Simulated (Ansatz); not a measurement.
MnHg: cell moment and pressure against volume scale

Periodic Kohn-Sham DFT of a crystal at fixed atoms, scaled to volume_scale times the given cell; pressure positive in compression, energy less spherical unpolarised free atoms, largest_vzz the field gradient of largest size among the nuclei. The results are calculated, by Ansatz 0.2.0.

The cell before it is scaled or strained (space group Pm-3m, No. 221):
```
MnHg
1.0
      3.3150     0.0000     0.0000
      0.0000     3.3150     0.0000
      0.0000     0.0000     3.3150
Mn Hg
1 1
Direct
  0.50000 0.50000 0.50000
  0.00000 0.00000 0.00000
```

Settings of every row: method frozen-core PAW; functional PBE; relativity scalar; k mesh 10x10x10; filling fermi-dirac; smearing width 0.08 eV; wave cutoff 420 eV; paw set soft_2.

Atom:
```
element  start moment (bohr magneton)
     Mn                             4
     Hg                             0
```

Limits: no spin-orbit coupling on heavy atoms; with one magnetic atom in the cell only parallel moments are possible.

```
row  volume scale  V (Å³/atom)  cell moment (bohr magneton)  pressure (GPa)
  1        0.9405       17.131                        3.769           5.882
  2          0.97       17.668                        3.827           2.776
  3             1       18.215                            ?               ?
  4          1.03       18.761                         3.96          -1.719
  5          1.06       19.308                        4.019          -3.423
```

Question: what cell moment and pressure should row 3 give?

Worked fit of cell moment. Take t = volume scale − 1. The shown rows have t = -0.0595, -0.03, 0.03, 0.06. Their means are 0.000125 and 3.8938 bohr magneton; the sums about the means are S_tt = 0.00894 and S_ty = 0.01893, whose ratio is the slope. Least squares give cell moment = 3.8935 + 2.117 × t bohr magneton. The rows lie off it by 0.001, -0.003, 0.003, -0.002. The withheld row has t = 0, so the fit gives 3.8935 + 2.117 × (0) = 3.893 bohr magneton.

The calculation gave 3.894 bohr magneton. The fit lies 0.001 bohr magneton (0.4 % of the column's range) below it, one unit of the last digit.

Worked fit of pressure. Take u = (V_r/V)^(2/3) − 1 with V_r = 18.215 Å³ an atom, which is twice the finite (Eulerian) strain; such expansions in the strain, on which the Birch-Murnaghan equation of state is built, carry the rest volume and the bulk modulus. The shown rows have u = 0.04175, 0.02053, -0.0195, -0.0381. Least squares give pressure = 0.2814 + 114.227 × u + 464.38 × u² GPa; a straight line predicts inner rows, each left out in turn, worse (root mean square 0.43 against 0.12 GPa). The rows lie off it by 0.022, -0.046, 0.050, -0.026 (root mean square 0.038 GPa). The pressure vanishes at u = -0.0025, or V = 18.28 Å³ an atom, and there the bulk modulus at fixed shape and fractions is B = −V dP/dV = (2/3)(1 + u) dP/du = 74.4 GPa. The withheld row has u = 0, so the fit gives 0.2814 + 114.227 × (0) + 464.38 × (0)² = 0.281 GPa.

The calculation gave 0.303 GPa. The fit lies 0.022 GPa (7.3 % of the value, 0.24 % of the column's range) below it; its largest miss of a shown row is 0.050 GPa.
